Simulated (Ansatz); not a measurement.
# A series in volume per atom on Sn₂O

Results calculated with Ansatz 0.2.0 development build, not measured. Equation of state of a cubic crystal from periodic Kohn-Sham density functional theory without spin; pressure corrected for the finite basis.

Cell of the first row (space group Fm-3m, No. 225):
```
CELL_PARAMETERS angstrom
0.00000 3.10110 3.10110
3.10110 0.00000 3.10110
3.10110 3.10110 0.00000
ATOMIC_POSITIONS crystal
Sn 0.25000 0.25000 0.25000
Sn 0.75000 0.75000 0.75000
O 0.00000 0.00000 0.00000
```

Settings of every row: formula Sn2O; structure type antifluorite; functional PBE; spin treatment none; k mesh 30x30x30; occupation method fermi-dirac; occupation width 0.061225619 eV; wave cutoff 420 eV; datasets soft-1 PAW; density cutoff ratio 4.

Limits: a cubic model structure, not a phase known at ambient conditions.

| row | volume per atom (Å³) | pressure (GPa) | energy above lowest point (meV/atom) |
| --- | --- | --- | --- |
| 1 | 19.882 | 4.415 | 16.64 |
| 2 | 20.305 | 2.786 | 7.17 |
| 3 | 20.728 | 1.331 | 1.77 |
| 4 | 21.151 | ? | ? |
| 5 | 21.574 | -1.128 | 1.47 |
| 6 | 21.997 | -2.166 | 5.85 |
| 7 | 22.42 | -3.093 | 12.81 |

Question: what pressure should row 4 give?

Worked fit of pressure. Take u = (V_r/V)^(2/3) − 1 with V_r = 21.151 Å³ an atom, which is twice the finite (Eulerian) strain; such expansions in the strain, on which the Birch-Murnaghan equation of state is built, carry the rest volume and the bulk modulus. The shown rows have u = 0.04211, 0.02759, 0.01356, -0.01311, -0.02581, -0.0381. Least squares give pressure = 0.0321 + 92.035 × u + 273.87 × u² + 291 × u³ GPa; a parabola predicts inner rows, each left out in turn, worse (root mean square 0.0066 against 0.00024 GPa). All shown rows lie on it to the printed digit. The pressure vanishes at u = -0.0003, or V = 21.16 Å³ an atom, and there the bulk modulus at fixed shape and fractions is B = −V dP/dV = (2/3)(1 + u) dP/du = 61.2 GPa. The withheld row has u = 0, so the fit gives 0.0321 + 92.035 × (0) + 273.87 × (0)² + 291 × (0)³ = 0.032 GPa.

The calculation gave 0.032 GPa. The fit meets it to the printed digit.

The other values of row 4: energy above lowest point 0 meV/atom.
